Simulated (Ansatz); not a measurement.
**A ladder of methods for C3H4AlF (SMILES C#[C][Al]([CH3])[F])**

C3H4AlF: 9 atoms, total charge 0, spin state singlet. As SMILES, `C#[C][Al]([CH3])[F]`. The shape was relaxed beforehand at B3LYP/def2-SVP.

Quantity: the adiabatic ionisation energy (to the doublet cation, shapes relaxed at B3LYP/def2-SVP, no zero-point term), in eV. The values are calculated.

```csv
level,kind,program,value (eV),less CCSD(T)/def2-SVP,CPU time (all runs)
HF/def2-SVP,Hartree–Fock,Ansatz,9.15,-0.75,6.4 s
PBE/def2-SVP,GGA,Ansatz,9.77,-0.13,5.5 s
B3LYP/def2-SVP,global hybrid,Ansatz,9.98,+0.08,6.6 s
MP2/def2-SVP,perturbation theory,Ansatz,10.04,+0.14,7.6 s
CCSD(T)/def2-SVP,coupled cluster or CI,Ansatz,9.90,0.00,33 s
```

Differences are taken from CCSD(T)/def2-SVP for orientation; it has basis-set and higher-order errors of its own. The values span 9.15 to 10.04 eV. CPU times are rough (shared hosts, several kinds of processor): they show what a rung costs within a factor of a few.

Electron correlation raises the ionisation energy of this molecule substantially: Hartree–Fock gives 9.15 eV, whereas the other four methods lie between 9.77 and 10.04 eV. The probable reason is that the neutral molecule has one more electron pair than the cation, so leaving out correlation penalises the neutral more. MP2 recovers this missing contribution but overshoots the coupled-cluster value, while PBE and B3LYP fall on either side of it. The small gap between B3LYP and CCSD(T), +0.08 eV, shows close agreement for this one energy difference, not general accuracy for organoaluminium compounds.

Three-coordinate aluminium(III) has no valence lone pair to lose, and the fluorine lone pairs are tightly bound. The electron therefore probably comes from the ethynyl π system or from the Al–C σ bonds, whose density is polarised towards carbon. The total energies alone cannot decide between these; that would take the spin density and relaxed geometry of the cation.
